# Notes: how the $2p^2$ term splittings of N$^+$ and O$^{2+}$ respond to changes

**Question.** The ground configuration $1s^22s^22p^2$ gives $^3P$, $^1D$, $^1S$. I follow $\Delta_1=E(^1D)-E(^3P)$, $\Delta_2=E(^1S)-E(^1D)$ and $R=\Delta_2/\Delta_1$. What are the sign and size of their response if I (1) raise $Z$ by one, (2) let each term have its own radial function, (3) add two $2p$ electrons, (4) let a second configuration mix in? Atomic units and the nonrelativistic Hamiltonian unless stated. Intermediate numbers are carried unrounded.

## Angular coefficients

Orbitals are $P(r)Y_{1m}/r$ with $\int P^2dr=1$, and
$$F^k=\iint P^2(r_1)P^2(r_2)\,\frac{r_<^k}{r_>^{k+1}}\,dr_1dr_2 ,\qquad c^k(m,m')=\sqrt{\frac{4\pi}{2k+1}}\int Y_{1m}^*Y_{k,m-m'}Y_{1m'}\,d\Omega .$$
The Coulomb integral is $J(m,m')=F^0+c^2(m,m)c^2(m',m')F^2$, and for $m\ne m'$ the exchange integral is $K(m,m')=c^2(m,m')^2F^2$. I need $c^2(\pm1,\pm1)=-1/5$, $c^2(0,0)=2/5$, $c^2(\pm1,0)^2=3/25$ and $c^2(1,-1)^2=6/25$. In units of $F^2/25$, the $F^2$ parts are $J(1,1)=J(1,-1)=1$, $J(\pm1,0)=-2$, $J(0,0)=4$, $K(\pm1,0)=3$, $K(1,-1)=6$.

For $p^2$ (superscripts are spins), $|1^+1^-|$ has $M_L=2$ and is pure $^1D$, with value $+1$. The determinant $|1^+0^+|$ has $M_S=1$ and is pure $^3P$, with $-2-3=-5$. The block $M_L=M_S=0$ holds $|1^+{-1}^-|$, $|1^-{-1}^+|$, $|0^+0^-|$ and contains each term once, so its trace $1+1+4=6$ is the sum of the three term values, which leaves $10$ for $^1S$:
$$E(^3P)=F^0-\tfrac{5}{25}F^2,\qquad E(^1D)=F^0+\tfrac{1}{25}F^2,\qquad E(^1S)=F^0+\tfrac{10}{25}F^2 .$$
These are the $p$–$p$ repulsions. One-electron energies and the interaction with closed shells are the same for all three terms if the radial functions are common. Then $\Delta_1=6F^2/25$, $\Delta_2=9F^2/25$, $R=3/2$.

For $p^4$ I sum over six pairs. $|1^+1^-0^+0^-|$ gives $1+4-8-6=-9$ ($^1D$), and $|1^+1^-0^+{-1}^+|$ gives $1-4+2-2-12=-15$ ($^3P$). The $M_L=M_S=0$ trace is $-9-9-6=-24$, which leaves $0$ for $^1S$. So $E=6F^0+(c_T-\tfrac{10}{25})F^2$, where $c_T$ is the $p^2$ coefficient of term $T$. The splittings are the same multiples of $F^2$, although $F^2$ itself will differ.

With weights $9:5:1$ the configuration average is $c_{\rm av}=-2/25$ for $p^2$ and $-12/25$ for $p^4$. In both cases
$$\delta_T=c_T-c_{\rm av}=-\tfrac{3}{25},\ +\tfrac{3}{25},\ +\tfrac{12}{25}\quad(^3P,\ ^1D,\ ^1S).$$

## Radial model

A numerical Hartree-Fock run would give $P(r)$ on a grid. For sizes I want something closed, so I take $P=(2\zeta)^{5/2}r^2e^{-\zeta r}/\sqrt{24}$, for which $\langle T\rangle=\zeta^2/2$, $\langle 1/r\rangle=\zeta/2$, $F^0=a\zeta$ and $F^2=b\zeta$ with $a=93/256$, $b=45/256$. The $1s^22s^2$ core is replaced by a reduced point charge $Z_c=Z-\sigma$. As a typical input I use the Slater-rule weights, $\sigma=2(0.85)+2(0.35)=2.4$. For $p^2$,
$$E_T(\zeta)=\zeta^2-Z_c\zeta+(a+c_Tb)\zeta .$$
The common orbital is the one that minimises the configuration average: $\zeta_{\rm av}=(Z_c-s)/2$ with $s=a-2b/25=0.349$. All numbers from here on are the model's.

| | $Z_c$ | $\zeta_{\rm av}$ | $F^2$ ($E_h$) | $\Delta_1$ (eV) | $\Delta_2$ (eV) |
|---|---|---|---|---|---|
| N$^+$ | 4.6 | 2.125 | 0.374 | 2.44 | 3.66 |
| O$^{2+}$ | 5.6 | 2.625 | 0.461 | 3.01 | 4.52 |

## Change 1: N$^+$ to O$^{2+}$, common orbital

**Reasoning.** $F^2$ is an inverse length. More nuclear charge at fixed electron number contracts the $2p$ shell, so both splittings grow. They carry the same $F^2$, so $R$ cannot move. A bare scaling with $Z$ would give $8/7$, a rise of 14 %. The length scale is set by the screened charge, which is smaller but also rises by one unit, so the relative rise should be well above that.

**Calculation.** $d\zeta_{\rm av}/dZ=1/2$, hence $dF^2/dZ=45/512$. $\Delta_1$ gains $\tfrac{6}{25}\cdot\tfrac{45}{512}E_h=0.574$ eV and $\Delta_2$ gains 0.861 eV. Relative to N$^+$ this is $1/(2\zeta_{\rm av})$, or 24 %. The absolute step does not depend on $\sigma$, provided $\sigma$ is the same for both ions. It is also the step for unscreened hydrogenic $2p$ functions, where $\zeta=Z/2$, so it is the slope the single-configuration splittings must approach at large $Z$. The splittings themselves do depend on the input: raising $\sigma$ by 0.1 lowers $\Delta_1$ by 0.057 eV in either ion.

## Change 2: each term gets its own orbital

**Reasoning.** This is what a term-by-term numerical Hartree-Fock calculation does. The functional is $E_T=E_{\rm av}+\delta_TF^2$, and $E_{\rm av}$ is stationary at the common orbitals. Let $x$ be the orbital variation, $H$ the (positive) Hessian of $E_{\rm av}$ and $g$ the gradient of $F^2$. Minimising $\tfrac12x^{\rm T}Hx+\delta_T\,g^{\rm T}x$ gives
$$E_T^{\rm relaxed}=E_T^{\rm common}-\delta_T^2\,\kappa+O(\delta_T^3),\qquad \kappa=\tfrac12\,g^{\rm T}H^{-1}g>0 .$$
The $^3P$ orbital contracts, since a larger $F^2$ helps a term with $\delta_T<0$, while $^1D$ and $^1S$ expand. The lowerings stand as $9:9:144=1:1:16$. So $\Delta_1$ is unchanged at this order, $\Delta_2$ falls by $\tfrac{135}{625}\kappa$, and
$$R=\frac32-\frac{9}{10}\frac{\kappa}{F^2}.$$
The sign is fixed for any variational space: $R$ drops below $3/2$. Under scaling, $g$ and $H$ do not depend on $Z$ while $F^2$ grows with it, so the drop should be smaller in O$^{2+}$.

**Calculation.** In the model $H=2$, $g=b$, and the expansion terminates, with $\kappa=b^2/4=0.00772\,E_h$. The exponent shifts by $-\delta_Tb/2=+0.0105,\ -0.0105,\ -0.0422$. The terms $^3P$ and $^1D$ each drop by 3.0 meV and $^1S$ by 48 meV, so $\Delta_2$ falls by 45 meV in both ions. Then
$$R=\frac32-\frac{9b}{40\,\zeta_{\rm av}}=1.481\ (\mathrm{N}^+),\qquad 1.485\ (\mathrm{O}^{2+}).$$
I expect the model to understate this drop, for two reasons. About a given reference, a larger space of variations can only lower the minimum of the quadratic form, so the full $\kappa$ is at least its scaling part. Also, a contracting $2p$ function penetrates an extended core and sees more charge, which makes the attraction concave in $\zeta$ and $H$ smaller than 2. The pattern $1:1:16$ survives both.

**Spin-orbit check.** An effect of 45 meV (366 cm$^{-1}$) needs care about what $E(^3P)$ means. Take an approximate $2p$ spin-orbit constant $\xi\approx200$ cm$^{-1}$ for O$^{2+}$, defined by $H_{\rm so}=\xi\sum_i\mathbf l_i\cdot\mathbf s_i$. The level $^3P_0$ lies $\xi$, or 25 meV, below the $(2J+1)$-weighted centre of the term, which rivals the relaxation. So $\Delta_1$ must be counted from the centre, where the first-order shift vanishes. The second-order push on $^1S_0$ from $^3P_0$, with matrix element of size $\sqrt2\,\xi$, is $2\xi^2/(\Delta_1+\Delta_2)=1.3$ cm$^{-1}$ and can be dropped.

## Change 3: O$^{2+}$ to neutral O, $p^2\to p^4$

**Reasoning.** The angular coefficients of the splittings are unchanged, so $R=3/2$ again for a common orbital and the order $^3P<{}^1D<{}^1S$ stays. Only the fine structure of $^3P$ inverts, as for any more than half-filled shell. Each $2p$ electron now has three partners instead of one. The extra screening is $2s$, less than one unit of charge, so the splittings should fall by less than the step of change 1 and land between N$^+$ and O$^{2+}$.

**Calculation.** With $\sigma$ held fixed,
$$E_T(\zeta)=2\zeta^2-2Z_c\zeta+\left[6a+\left(c_T-\tfrac{10}{25}\right)b\right]\zeta .$$
For the average the bracket is $6a-12b/25=6s$, so $\zeta_{\rm av}=(Z_c-3s)/2=2.276$. The exponent has fallen by $s$, equivalent to removing $2s=0.70$ of a nuclear charge. Now $F^2=0.400\,E_h$, $\Delta_1=2.61$ eV and $\Delta_2=3.92$ eV, a fall of 13 %. Relaxation keeps the pattern $1:1:16$ because the $\delta_T$ are the same. Four electrons share the orbital, so $H=4$, $\kappa=b^2/8$, and $R=3/2-9b/(80\zeta_{\rm av})=1.491$.

## Change 4: let $1s^22p^4$ mix into $1s^22s^22p^2$

**Reasoning.** This leaves Hartree-Fock, but I must size it, because it acts on $R$ too. The double excitation $2s^2\to2p^2$ keeps parity and reaches a configuration with the same three terms. In real orbitals $p_x,p_y,p_z$ the $2s$ pair can only scatter into one doubly occupied $p_i$, with amplitude $V=G^1/3$, where $G^1$ is the integral of $r_</r_>^2$ over the product density $P_{2s}P_{2p}$ for both electrons. For the triplet or singlet built on $p_xp_y$ ($^3P$, $^1D$) only $p_z$ is free, so the coupling is $V$. For $^1S=(p_x^2+p_y^2+p_z^2)/\sqrt3$ each four-electron component such as $p_x^2p_y^2$ is reached twice, so the coupling is $2V$.

The equality of $p^2$ and $p^4$ splittings now does real work. With common orbitals the diagonal gap $D=E(2p^4,T)-E(2s^22p^2,T)$ is the same for all three terms, because $c_TF^2$ cancels. So $^3P$ and $^1D$ are pushed down equally, $\Delta_1$ is untouched, and $\Delta_2$ falls by about $(4-1)V^2/D$. The direction is that of change 2. The $2\times2$ problem with coupling $W$ lowers the lower root by
$$d(W)=\sqrt{D^2/4+W^2}-D/2,\qquad R=\frac32-\frac{d(2V)-d(V)}{6F^2/25}.$$

**Calculation for the ions.** I give $2s$ the same nodeless radial function as $2p$, which yields $G^1=185\zeta/768$, and take approximate gaps as inputs. For N$^+$ the estimate $3V^2/D$ is 2.4 eV, and the exact roots give somewhat less.

| | $D$ ($E_h$, input) | $G^1$ ($E_h$) | $d(V)$ ($E_h$) | $d(2V)$ ($E_h$) | fall of $\Delta_2$ (eV) | $R$ |
|---|---|---|---|---|---|---|
| N$^+$ | 1.0 | 0.51 | 0.028 | 0.105 | 2.1 | 0.64 |
| O$^{2+}$ | 1.3 | 0.63 | 0.033 | 0.125 | 2.5 | 0.67 |

The mixing removes more than half of $\Delta_2$, against 45 meV from relaxation. The small rise of $R$ from N$^+$ to O$^{2+}$ is not established by these inputs: $D=1.1\,E_h$ for N$^+$ alone gives $R=0.70$.

**Large-$Z$ limit.** Here no input is needed. The two configurations are degenerate at order $Z^2$, and the term linear in $Z$ follows exactly from the $2\times2$ matrices with hydrogenic orbitals. In units of $Z\,E_h$: $F^0(1s2s)=17/81$, $G^0(1s2s)=16/729$, $F^0(1s2p)=59/243$, $G^1(1s2p)=112/2187$, and, over 512, $F^0(2s2s)=77$, $F^0(2s2p)=83$, $G^1(2s2p)=45$, $F^0(2p2p)=93$, $F^2(2p2p)=45$. Here $F^0(ab)$ uses the densities $P_a^2$ and $P_b^2$, and $G^k(ab)$ uses $P_aP_b$ twice. An electron $l$ interacts with a closed $s^2$ shell as $2F^0-G^l/(2l+1)$. Therefore
$$D=2\left[2F^0-\tfrac13G^1\right]_{1s2p}-2\left[2F^0-G^0\right]_{1s2s}+5F^0_{pp}-\tfrac{2}{5}F^2_{pp}-F^0_{ss}-2\left[2F^0-\tfrac13G^1\right]_{2s2p},$$
which is $928/6561+17/128=0.2743$. With $V=15/512$, $d(V)=0.00309$ and $d(2V)=0.01199$, so $R\to1.078$. The nonrelativistic ratio along the carbon sequence tends to this value and not to $3/2$, whereas the Hartree-Fock ratio does tend to $3/2$, since its relaxation term dies as $1/Z$. The mixing is weaker in this limit partly because $G^1/F^2$ is 1 for hydrogenic functions and 1.37 for the nodeless pair. Heavy ions leave $LS$ coupling, so the limit concerns the nonrelativistic Hamiltonian only.

For neutral O the partner configuration is $1s^22p^6$, which has only $^1S$. The same counting gives a coupling $\sqrt3V$, so in second order $\Delta_2$ again falls by $3V^2/D$, with that atom's $V$ and $D$.

## How far the model is from the real atoms

As typical knowledge, not as measurements, $\Delta_1$ is about 1.9 eV in N$^+$, 2.5 eV in O$^{2+}$ and 2.0 eV in O, and $R$ is about 1.1 in all three. The model's $\Delta_1$ is then too large by a fifth to a third. The single-configuration ratio near $3/2$ is too large by about a third, so the single-configuration $\Delta_2$ is too large by well over a half. The two-configuration ratios of 0.64 and 0.67 are too small by about two fifths. Both neglect correlation through orbitals beyond $n=2$, which shifts the three terms unequally and which nothing in these notes has sized.